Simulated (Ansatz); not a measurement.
# How methods differ on InF (SMILES [F][In])

The species is InF (2 atoms), meant as a singlet with charge 0. SMILES: `[F][In]`. The shape is that of a PBE0-D4/def2-TZVP optimisation.

```xyz
2

F     0.0000    0.0000    0.0159
In    0.0000    0.0000    2.0096
```

Each level gives the energy change with the F1–In2 bond stretched from 1.994 to 2.492 Å (eV). The values are calculated.

```tsv
level	kind	program	value (eV)	less FCI/STO-3G	CPU time (all runs)
SVWN5/STO-3G (restricted)	LDA	Ansatz	2.34	+0.36	1.6 s
PBE/STO-3G (restricted)	GGA	Ansatz	2.14	+0.16	2.3 s
r2SCAN/STO-3G (restricted)	meta-GGA	Ansatz	2.26	+0.28	5.7 s
B3LYP/STO-3G (restricted)	global hybrid	Ansatz	2.31	+0.33	2.3 s
BHLYP/STO-3G (restricted)	global hybrid	Ansatz	2.47	+0.49	2.2 s
CCSD(T)/STO-3G (restricted)	coupled cluster or CI	Ansatz	2.08	+0.10	0.93 s
CCSDT(Q)/STO-3G (restricted)	coupled cluster or CI	Ansatz	1.95	-0.03	1.7 s
CCSDT/STO-3G (restricted)	coupled cluster or CI	Ansatz	1.99	+0.01	1.3 s
FCI/STO-3G	exact in the basis	Ansatz	1.98	0.00	1.7 s
```

FCI/STO-3G is exact within its basis and frozen core, so for wave-function methods in that basis the difference is their error; functionals converge differently with the basis, so for them it is only a difference. All-electron rows without a relativistic Hamiltonian named are non-relativistic. The first shape isn't each level's own minimum. The values span 1.95 to 2.47 eV. All rows use very small basis sets, so even the best lies far from the true value. In the correlated wave-function rows the outer d shell of In is correlated, in sets not made for it. CPU times are rough (shared hosts, several kinds of processor): they show what a rung costs within a factor of a few.

Iterating the triples matters more here than adding quadruples. CCSD(T) makes the stretch too costly by 0.10 eV, while CCSDT comes within 0.01 eV of FCI. The perturbative quadruples then overshoot slightly, so the series doesn't converge monotonically.

The bond is a polar σ bond between fluoride-like F and In(I), which keeps its 5s lone pair. Stretching reduces the overlap and narrows the σ–σ* separation, so configurations that shift charge back towards indium gain weight. A single closed-shell determinant describes this poorly, and the perturbative treatment of triples probably suffers for the same reason.

Among the functionals, the cost rises from PBE through B3LYP to BHLYP, as expected when more exact exchange enters a restricted description of a weakening bond. Exchange admixture isn't the whole story, however, since SVWN5 lies above B3LYP, in keeping with the overbinding familiar from local functionals. PBE's relative closeness to FCI therefore doesn't establish that it describes the bond better. A single stretch also fixes neither the harmonic force constant nor the dissociation energy.
